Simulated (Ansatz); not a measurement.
**BN at 12 GPa: from Born charge to LO–TO splitting and polaron coupling**

All numbers below come from DFT LDA, scalar-relativistic, plane waves, PAW in Ansatz. Cutoff 420 eV, 12×12×12 k-points (Γ-centred), fixed occupations. No spin polarisation. Phonons by linear response, acoustic sum rule imposed.

The cell, relaxed at 12 GPa:
```cif
data_structure
_symmetry_space_group_name_H-M 'F-43m'
_symmetry_Int_Tables_number 216
_cell_length_a 3.5469
_cell_length_b 3.5469
_cell_length_c 3.5469
_cell_angle_alpha 90.000
_cell_angle_beta 90.000
_cell_angle_gamma 90.000
_cell_volume 44.62
loop_
_atom_site_label
_atom_site_type_symbol
_atom_site_symmetry_multiplicity
_atom_site_Wyckoff_symbol
_atom_site_fract_x
_atom_site_fract_y
_atom_site_fract_z
_atom_site_occupancy
B1 B 4 a 0.00000 0.00000 0.00000 1
N1 N 4 c 0.25000 0.25000 0.25000 1
```

Linear response gives ν_TO = 1105.9 cm⁻¹, Born charges ±1.865 e (positive on B) and ε∞ = 4.541. The primitive cell holds 11.155 Å³, and the masses are 10.810 and 14.007 amu.

Problem. Find ν_LO and the static dielectric constant.

Solution. The long-wave field adds a restoring force: ω_LO² − ω_TO² = Z*²e²/(ε_vac ε∞ μV). In these units ν_LO² − ν_TO² = 4.92064×10⁷ Z*²/(μ V ε∞) cm⁻², with μ = m₁m₂/(m₁ + m₂) = 6.101 amu: 553497 cm⁻². So ν_LO = √(1105.9² + 553497) = 1332.9 cm⁻¹, and the run gives 1332.9. Lyddane–Sachs–Teller then gives ε0 = ε∞ (ν_LO/ν_TO)² = 6.60, against 6.60 in the run (it forms both from the same three quantities, so the match checks the arithmetic only). Between ν_TO and ν_LO the dielectric function is negative and an undamped crystal reflects fully: a reststrahlen band from 7.5 to 9.0 μm.

Problem. What do the Clausius–Mossotti polarisability and the Szigeti charge come to?

Solution. With the Lorentz local field, α = (3V/4π)(ε∞ − 1)/(ε∞ + 2) = 1.44 Å³ for the pair, and e_S = 3Z*/(ε∞ + 2) = 0.86 e. The Born charge includes the electrons' response to the dipole's own local field, and e_S takes that enhancement out. The Lorentz field assumes point-like polarisable ions, a poor picture once ε∞ is this large, since the electron clouds then overlap or are shared, so both numbers are formal here.

Problem. How strongly does a slow electron couple to the LO mode?

Solution. For one isotropic parabolic band, Fröhlich's constant is α_F = (1/ε∞ − 1/ε0) √(m* Ry/ħω_LO), with Ry = 13.606 eV, ħω_LO = 165.3 meV and m* in free-electron masses: α_F = 0.0686 × 9.07 × √m* = 0.62 √m*. The band mass isn't part of this run; for m* = 0.1, 0.3 and 1 it gives 0.20, 0.34, 0.62. In weak coupling the polaron lies α_F ħω_LO below the band edge (56 meV at m* = 0.3) with a mass m*(1 + α_F/6); past α_F of about 5 or 6 that expansion fails. A semilocal functional's ε∞ tends to be too large, which taken alone lowers α_F.

Cost: 1 run of about 0.14 core-minutes, on Intel Xeon Platinum 8488C (Sapphire Rapids) (shared hosts).

The polar response combines a wide LO–TO splitting with a modest lattice contribution to screening: the dielectric constant rises only from 4.541 to 6.60. The Born charge of 1.865 e reflects charge transfer along polar covalent B–N bonds as the sublattices move, and is not a static ionic charge. Acting in a small cell on light atoms, it produces a strong long-range restoring force. The light masses raise both frequencies but cancel from the static ionic polarisability, which is limited by the stiffness of the short sp³ bonds.

The same stiffness keeps the Fröhlich coupling weak to moderate for all three trial masses, since the lattice adds little screening and the LO quantum is large. These values illustrate the scale of the coupling rather than describe the actual carriers: cubic BN has anisotropic conduction valleys near X and degenerate valence bands at Γ, so electron and hole polarons would each need their own band structure and probably also short-range coupling.
